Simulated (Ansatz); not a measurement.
Zn: the change of pressure with volume per atom

All results are calculated (Ansatz 0.2.0). Periodic Kohn-Sham DFT of a crystal at fixed atoms; pressure and stress are positive in compression; the energy is the free energy less that of spherical unpolarised free atoms; site moments are those in the method's own spheres, positive along +z.

Cell of the first row (space group P6_3/mmc, No. 194):
```
cell vectors (Å)
   2.6104     0.0000     0.0000
  -1.3052     2.2607     0.0000
   0.0000     0.0000     4.8457
atoms (fractions of the cell vectors)
Zn  0.33333  0.66667  0.25000
Zn  0.66667  0.33333  0.75000
```

Settings of every row: method all-electron PAW; functional PBEsol; relativity scalar; k mesh 16x16x8; filling fermi-dirac; smearing width 0.03 eV; nucleus gaussian.

Atom start moment: 0 on all atoms.

```csv
row,volume per atom (Å³),pressure (GPa)
1,14.298,-0.766
2,14.602,-2.56
3,14.906,-4.128
4,15.058,-4.833
5,15.211,-5.488
6,15.363,?
7,15.515,-6.661
8,15.819,-7.671
9,16.123,-8.539
```

Question: what pressure should row 6 give?

Worked fit of pressure. Take u = (V_r/V)^(2/3) − 1 with V_r = 15.134 Å³ an atom, which is twice the finite (Eulerian) strain; such expansions in the strain, on which the Birch-Murnaghan equation of state is built, carry the rest volume and the bulk modulus. The shown rows have u = 0.03861, 0.02414, 0.01017, 0.00336, -0.00338, -0.01644, -0.02908, -0.04132. Least squares give pressure = −5.163 + 97.699 × u + 404.24 × u² + 405 × u³ GPa; a parabola predicts inner rows, each left out in turn, worse (root mean square 0.0068 against 0.0031 GPa). The rows lie off it by -0.001, 0.003, -0.001, -0.003, 0.001, 0.001, 0.001, -0.001. The withheld row has u = -0.00996, so the fit gives −5.163 + 97.699 × (-0.00996) + 404.24 × (-0.00996)² + 405 × (-0.00996)³ = -6.096 GPa.

The calculation gave -6.097 GPa. The fit lies 0.001 GPa (0.013 % of the column's range) above it, one unit of the last digit.
